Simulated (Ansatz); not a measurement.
Sb₂Au: the change of pressure with volume per atom

All results are calculated (Ansatz 0.2.0). Periodic Kohn-Sham DFT of a crystal at fixed atoms; pressure and stress are positive in compression; the energy is the free energy less that of spherical unpolarised free atoms; site moments are those in the method's own spheres, positive along +z.

Cell of the first row (space group Fm-3m, No. 225):
```
CELL_PARAMETERS angstrom
0.00000 3.26010 3.26010
3.26010 0.00000 3.26010
3.26010 3.26010 0.00000
ATOMIC_POSITIONS crystal
Sb 0.25000 0.25000 0.25000
Sb 0.75000 0.75000 0.75000
Au 0.00000 0.00000 0.00000
```

Settings of every row: method frozen-core PAW; functional LDA; relativity scalar; k mesh 9x9x9; filling fermi-dirac; smearing width 0.08 eV; wave cutoff 420 eV; paw set soft_2.

Atom start moment: 0 on all atoms.

Limits: PAW files made with PBE; no spin-orbit coupling on heavy atoms.

| row | volume per atom (Å³) | pressure (GPa) |
| --- | --- | --- |
| 1 | 23.099 | 10.307 |
| 2 | 23.59 | 7.557 |
| 3 | 24.082 | 5.104 |
| 4 | 24.327 | 3.979 |
| 5 | 24.573 | 2.916 |
| 6 | 24.819 | 1.912 |
| 7 | 25.064 | ? |
| 8 | 25.556 | -0.776 |
| 9 | 26.047 | -2.326 |

Question: what pressure should row 7 give?

Worked fit of pressure. Take u = (V_r/V)^(2/3) − 1 with V_r = 24.45 Å³ an atom, which is twice the finite (Eulerian) strain; such expansions in the strain, on which the Birch-Murnaghan equation of state is built, carry the rest volume and the bulk modulus. The shown rows have u = 0.03862, 0.02416, 0.01016, 0.00337, -0.00334, -0.00994, -0.02906, -0.0413. Least squares give pressure = 3.4407 + 158.586 × u + 478.63 × u² + 479 × u³ GPa; a parabola predicts inner rows, each left out in turn, worse (root mean square 0.0074 against 0.002 GPa). The rows lie off it by 0.000, -0.001, 0.002, -0.002, 0.000, 0.001, -0.001, 0.000. The pressure vanishes at u = -0.0233, or V = 25.33 Å³ an atom, and there the bulk modulus at fixed shape and fractions is B = −V dP/dV = (2/3)(1 + u) dP/du = 89.2 GPa. The withheld row has u = -0.0164, so the fit gives 3.4407 + 158.586 × (-0.0164) + 478.63 × (-0.0164)² + 479 × (-0.0164)³ = 0.967 GPa.

The calculation gave 0.964 GPa. The fit lies 0.003 GPa (0.024 % of the column's range) above it; its largest miss of a shown row is 0.002 GPa.
